In Er18+ the size of a level and its binding answer to different charges: size follows the charge enclosed by the orbit, while binding is also reduced by the electrons farther out. The scales run from about 58 keV at 0.02 bohr for 1s, through 9 to 10 keV for n = 2 and 2 to 3 keV for n = 3, to 0.4 to 0.9 keV at about 0.5 bohr for n = 4. A hydrogenic energy read from the size overbinds every level, by factors of 2.08 to 2.33 for n = 3 and 4 and of 1.42 to 1.76 for the other levels. The empty 5s is 1.74 times as large as 4f, yet lies only 23.6 eV above it.

These are Kohn-Sham eigenvalues of a scalar-relativistic GGA calculation, not ionisation energies. Each p, d or f entry stands for a pair that spin-orbit coupling would split, and the 4f4 shell is a spherical, unpolarised average.

Levels of the Er18+ ion (Z = 68, [Kr] 4d10 4f4) from an all-electron, scalar-relativistic Kohn-Sham calculation with the revPBE functional in Quantum ESPRESSO ld1.x 7.5. The density is spherical and spin-unpolarised, and the nucleus is a point charge. Bound levels have negative eigenvalues.

```
level  level filled  eigenvalue (eV)  mean radius (bohr)  mean inverse radius (1/bohr)
   1s           yes           -57833             0.02037                         77.59
   2s           yes           -10094             0.08646                         18.06
   2p           yes          -8978.4             0.07673                         16.67
   3s           yes          -2617.1              0.2251                         6.665
   3p           yes          -2277.9              0.2243                         6.226
   3d           yes          -1853.9              0.2036                         5.899
   4s           yes          -861.04              0.4951                         2.894
   4p           yes          -745.80              0.5190                         2.677
   4d           yes          -591.56              0.5427                         2.430
   4f           yes          -419.75              0.5601                         2.121
   5s            no          -396.15              0.9748                         1.418
   5p            no          -354.46               1.038                         1.315
```

A level is labelled by n and l; "filled" in the table means occupied, and 4f holds only 4 of its 14 possible electrons; ε is its eigenvalue, ⟨r⟩ its mean radius and ⟨1/r⟩ its mean inverse radius. The nonrelativistic hydrogenic formulas turn each into an effective charge (atomic units, 1 hartree = 27.211 eV):

Z_E = n √(2|ε|)
Z_r = [3n² − l(l+1)] / (2⟨r⟩)
Z_inv = n² ⟨1/r⟩

One screened charge per level would make the three agree. Instead Z_E is the smallest in all twelve rows: 35.0, 51.6 and 53.1 for 3d, and 22.2, 32.1 and 33.9 for 4f. The one-charge energy −n²⟨1/r⟩²/2 is 1.42 (1s) to 2.33 (4f) times the tabulated ε.

Electrostatics supplies the reason. In a spherical density the potential energy of an electron splits into the pull of the net charge Z_in(r) inside r and the repulsion V_out(r) of the electrons outside:

V = −Z_in(r)/r + V_out(r)

By Gauss's law only the enclosed charge exerts a force, dV/dr = Z_in/r². The nonrelativistic virial theorem, 2T = ⟨r dV/dr⟩, then gives the kinetic energy T = ⟨Z_in/r⟩/2, and

ε = −⟨Z_in/r⟩/2 + ⟨V_out⟩

The first term is roughly the one-charge energy; the second lifts the level without shaping it. Exchange and correlation are left out of this argument.

The 1s level tests it with no fitted constant, since nearly all other electrons lie outside. With (Zα)² = 0.2462, γ = √(1 − (Zα)²) = 0.8682, and the Dirac energy for the bare nucleus is mc²(γ − 1) = −67351 eV. Each outer shell of N electrons adds N⟨1/r⟩:

2(18.06) + 6(16.67) + 2(6.665) + 6(6.226) + 10(5.899) + 2(2.894) + 6(2.677) + 10(2.430) + 4(2.121) = 300.45 hartree = 8176 eV

The other 1s electron adds the hydrogenic repulsion 5Z/8 = 42.5 hartree = 1156 eV. The sum is −58019 eV, 0.32 % deeper than the tabulated −57833 eV. The fairer measure is the lift above the bare-nucleus energy, 9518 eV in the table, of which the 186 eV misfit is about 2 %. It is far above rounding, and the neglected terms (penetration of outer shells into the 1s region, exchange with them, the self-interaction left by the functional, the relativistic change of 5Z/8) may partly cancel, so the agreement may be partly fortuitous.

The 1s and 2s rows are irregular in that both size charges exceed the nuclear charge of 68: Z_r is 73.6 and 69.4, Z_inv 77.6 and 72.2. Screening can only lower a charge, so this is relativistic contraction. The bare Dirac 1s has ⟨r⟩ = 0.02012 bohr against 0.02206 without relativity, and the table's 0.02037 lies close to the former.

For all levels together, the scalar-relativistic radial equation was solved in V = −Z(r)/r with

Z(r) = 18 + 50 / [H (exp(r/d) − 1) + 1]

which falls from 68 at the nucleus to the ionic charge 18. H = 1.97 and d = 0.27 bohr come from least squares on the logarithms of all twelve eigenvalues; they trade against each other and have no separate meaning. Relative to the table, the eigenvalues have an rms error of 0.66 %, the worst being 3d, 1.2 % too shallow. The radii were not fitted and come out with 0.58 % rms in ⟨r⟩ and 0.78 % in ⟨1/r⟩. The larger misfits are well above the rounding (below 0.05 %): 4f is 0.9 % too large, and 2p, 5s and 5p are about 1 % too small. A common local potential is built into the Kohn-Sham method, so the fit shows only that a smooth two-parameter shape suffices.

Split in the same way, the fitted potential has V_out = −dZ/dr, which gives the lift independently of the tabulated radii. Because the fit was made to Kohn-Sham eigenvalues, this lift also absorbs exchange and correlation. For 3d, 4d and 4f it yields 2361, 674 and 547 eV, while ε lies 2407, 694 and 560 eV above the one-charge energy, 2 to 3 % more. The excess is 10 to 19 % for p levels, 26 to 60 % for 2s to 5s, and a factor of three for 1s (24076 against 8158 eV). For 1s this is the failure of the nonrelativistic formula: with the bare Dirac ⟨1/r⟩ = 78.32 it gives 78.32²/2 = 3067 hartree, or 83460 eV, some 16100 eV beyond the true 67351 eV and close to the missing 24076 − 8158 = 15918 eV. For the other s and p levels relativity and a non-hydrogenic shape both enter, and these numbers do not separate them.

Within each n binding falls in the order s, p, d, f. Two causes push the same way: low l penetrates to larger Z_in, and relativity deepens s most. Setting α to zero in the fitted potential gives rough shares only, because the potential is not allowed to respond. The 2p–2s gap, 1116 eV in the table and 1087 eV in the model, shrinks to about a third, so it is mostly relativistic. The 3p–3s gap keeps about half, the 5p–5s gap about two thirds, and the 4f–4d gap of 172 eV hardly changes, which makes it a penetration effect.

The radii reverse their order. A hydrogenic ⟨r⟩ falls with l, and so do the rows with n = 2 and 3, but for n = 4 and 5 it rises. At equal charge 4f would be 0.750 times as large as 4s, but the table has 1.131, which in terms of Z_r means a drop from 48.48 to 32.14. That only restates the radii; the cause has to come from the model. It gives 1.140, and still about 1.07 without relativity, whereas the relativistic bare nucleus gives 0.786; within the model, screening reverses the order and relativity widens it. The near equality of 3s and 3p (ratio 0.996, hydrogenic 0.926) is a near cancellation: screening alone or relativity alone brings the ratio to about 0.96 or 0.95 respectively, both together to 0.995.

The same split makes the closeness of 4f and 5s plausible, though it does not predict the gap. The one-charge energies are 16(2.121)²/2 = 36.0 hartree = 979 eV for 4f and 25(1.418)²/2 = 25.1 hartree = 684 eV for 5s, 295 eV apart. The tabulated levels lie 560 eV (4f) and 288 eV (5s) above these values, a difference of 272 eV, but that is bookkeeping, since both numbers are defined as ε minus the one-charge energy. The independent lifts of the model, 547 and 229 eV, differ by 318 eV, more than the 295 eV, and would put 5s about 23 eV below 4f. The split shows two large terms nearly cancelling, but it fixes neither the size nor the sign of what is left. The 4f is close in mean radius to the other n = 4 shells (0.5601 against 0.4951 to 0.5427 bohr), so part of their charge lies outside it and lifts it. The model gap is 25.2 eV, and it roughly doubles without relativity. By the same reasoning a more highly charged ion with these 50 electrons should be more hydrogenic and drop 4f well below 5s, while a lower charge should let 5s pass under 4f; this single run does not test either.

The gap is only 5.6 % of the 4f binding, a small remainder of large terms. Self-interaction in the functional acts on the occupied 4f and should narrow it; spin alignment and term splitting should favour 4f; spin-orbit, Breit and QED terms are absent. Whether 4f4 or a configuration with a 5s electron is lowest in Er18+ is a question of total energies that this eigenvalue order leaves open.
